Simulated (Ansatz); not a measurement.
## C: largest V_zz and pressure against volume scale

Periodic Kohn-Sham DFT of a crystal at fixed atoms, scaled to volume_scale times the given cell; pressure positive in compression, energy less spherical unpolarised free atoms, largest_vzz the field gradient of largest size among the nuclei. The results are calculated, by Ansatz 0.2.0.

The cell before it is scaled or strained (space group Fmmm, No. 69):
```
C
1.0
      0.0000     2.1270     3.3480
      1.2280     0.0000     3.3480
      1.2280     2.1270     0.0000
C
2
Direct
  0.16667 0.83333 0.16667
  0.83333 0.16667 0.83333
```

Settings of every row: method all-electron PAW; functional PBEsol; relativity scalar; k mesh 18x18x18; filling fermi-dirac; smearing width 0.05 eV; nucleus gaussian.

Atom start moment: 0 on all atoms.

Limits: a layered crystal: even scaling strains the bonds within the layers, so this curve is stiffer than the crystal under pressure; small gap, it may come from the mesh.

Limits of some rows: no gap: field gradients move with the k mesh (row 2, 6).

| row | volume scale | V (Å³/atom) | largest V_zz (1e21 V/m^2) | pressure (GPa) |
| --- | --- | --- | --- | --- |
| 1 | 0.94 | 8.22 | 2.956 | 21.164 |
| 2 | 0.9405 | 8.225 | 2.954 | 20.976 |
| 3 | 0.96 | 8.395 | 2.854 | 13.963 |
| 4 | 0.98 | 8.57 | 2.752 | 7.392 |
| 5 | 0.99 | 8.657 | 2.702 | 4.324 |
| 6 | 1 | 8.745 | 2.653 | 1.392 |
| 7 | 1.01 | 8.832 | 2.604 | -1.409 |
| 8 | 1.02 | 8.92 | ? | ? |
| 9 | 1.04 | 9.095 | 2.458 | -9.091 |
| 10 | 1.06 | 9.27 | 2.363 | -13.662 |

Question: what largest V_zz and pressure should row 8 give?

Worked fit of largest V_zz. Take t = volume scale − 0.99. The shown rows have t = -0.05, -0.0495, -0.03, -0.01, 0, 0.01, 0.02, 0.05, 0.07. Least squares give largest V_zz = 2.7024 − 4.982 × t + 1.91 × t² 1e21 V/m^2; a straight line predicts inner rows, each left out in turn, worse (root mean square 0.003 against 0.00046 1e21 V/m^2). All shown rows lie on it to the printed digit. The withheld row has t = 0.03, so the fit gives 2.7024 − 4.982 × (0.03) + 1.91 × (0.03)² = 2.555 1e21 V/m^2.

The calculation gave 2.555 1e21 V/m^2. The fit meets it to the printed digit.

Worked fit of pressure. Take u = (V_r/V)^(2/3) − 1 with V_r = 8.657 Å³ an atom, which is twice the finite (Eulerian) strain; such expansions in the strain, on which the Birch-Murnaghan equation of state is built, carry the rest volume and the bulk modulus. The shown rows have u = 0.03514, 0.03472, 0.0207, 0.00676, 0, -0.00672, -0.01325, -0.03237, -0.04459. Least squares give pressure = 4.3341 + 445.83 × u + 950.83 × u² GPa; a straight line predicts inner rows, each left out in turn, worse (root mean square 0.65 against 0.015 GPa). The rows lie off it by -0.011, 0.016, -0.007, 0.001, -0.010, 0.011, -0.003, 0.010, -0.007 (root mean square 0.0095 GPa). The pressure vanishes at u = -0.0099, or V = 8.788 Å³ an atom, and there the bulk modulus at fixed shape and fractions is B = −V dP/dV = (2/3)(1 + u) dP/du = 282 GPa. Letting shape and atoms relax would as a rule lower it, by much in layered, chain or molecular crystals. The withheld row has u = -0.01975, so the fit gives 4.3341 + 445.83 × (-0.01975) + 950.83 × (-0.01975)² = -4.100 GPa.

The calculation gave -4.087 GPa. The fit lies 0.013 GPa (0.037 % of the column's range) below it; its largest miss of a shown row is 0.016 GPa.
